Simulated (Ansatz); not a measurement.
# Dissociation curves of BF (SMILES [B]F)

BF has 2 atoms, charge 0, and is taken as a singlet. SMILES: `[B]F`. The shape is that of a PBE0-D4/def2-TZVP optimisation.

```xyz
2

B     0.0000    0.0000   -0.0094
F     0.0000    0.0000    1.2537
```

The B1–F2 distance is scanned; the parts on either side stay rigid. Basis STO-3G, 2 core orbitals frozen in the correlated methods; program Ansatz 0.2.0. FCI is exact within this basis and core. Energies in eV from each method's value at 1.263 Å; methods without a U are spin-restricted. The shape above is that at 1.263 Å.

| distance (Å) | PBE | r2SCAN | B3LYP | wB97M-V | MP2 | CCSDT | FCI |
| --- | --- | --- | --- | --- | --- | --- | --- |
| 1.244 | 0.03 | 0.02 | 0.02 | 0.01 | 0.00 | 0.01 | 0.01 |
| 1.263 | 0.00 | 0.00 | 0.00 | 0.00 | 0.00 | 0.00 | 0.00 |
| 1.556 | 1.20 | 1.39 | 1.42 | 1.53 | 1.80 | 1.52 | 1.50 |
| 1.579 | 1.36 | 1.57 | 1.60 | 1.72 | 2.02 | 1.70 | 1.68 |
| 1.867 | 3.57 | 3.90 | 3.99 | 4.29 | 4.69 | 3.98 | 3.93 |
| 1.895 | 3.78 | 4.12 | 4.22 | 4.54 | 4.93 | 4.19 | 4.13 |
| 2.489 | 7.45 | 7.92 | 8.17 | 8.81 | 8.42 | 6.73 | 6.68 |
| 2.526 | 7.61 | 8.09 | 8.35 | 9.00 | 8.52 | 6.79 | 6.75 |
| 3.111 | 9.24 | 9.76 | 10.14 | 11.06 | 8.79 | 7.17 | 7.17 |
| 3.158 | 9.31 | 9.84 | 10.22 | 11.16 | 8.72 | 7.18 | 7.18 |

Departure from the FCI curve at its largest: PBE +2.14 eV at 3.16 Å; r2SCAN +2.66 eV at 3.16 Å; B3LYP +3.04 eV at 3.16 Å; wB97M-V +3.99 eV at 3.16 Å; MP2 +1.78 eV at 2.53 Å; CCSDT +0.06 eV at 1.90 Å. Restricted functionals keep the electrons paired too, and rise too high.

The FCI curve is nearly flat by 3.158 Å, at 7.18 eV, as expected when BF separates into neutral atoms, each with one unpaired electron. Although BF is isoelectronic with CO, its π bonding is largely donation from fluorine lone pairs, so mainly the σ pair has to be uncoupled. This probably explains why CCSDT stays so close to FCI throughout.

MP2 instead climbs to 8.79 eV and then turns down, the usual sign of a perturbation expansion failing as the σ and σ* levels approach each other.

Among the functionals, the error at long range is smallest for PBE and largest for wB97M-V. Exact exchange penalises the spurious ionic terms of a closed-shell determinant, whereas semilocal exchange partly mimics the missing static correlation. PBE's lead is not general accuracy: on stretching, it lies below FCI from 1.556 to 1.895 Å and above it from 2.489 Å, so its error changes sign. The depth of the FCI curve is no quantitative bond energy, since a minimal basis describes polarisation and the compact fluorine lone pairs poorly.
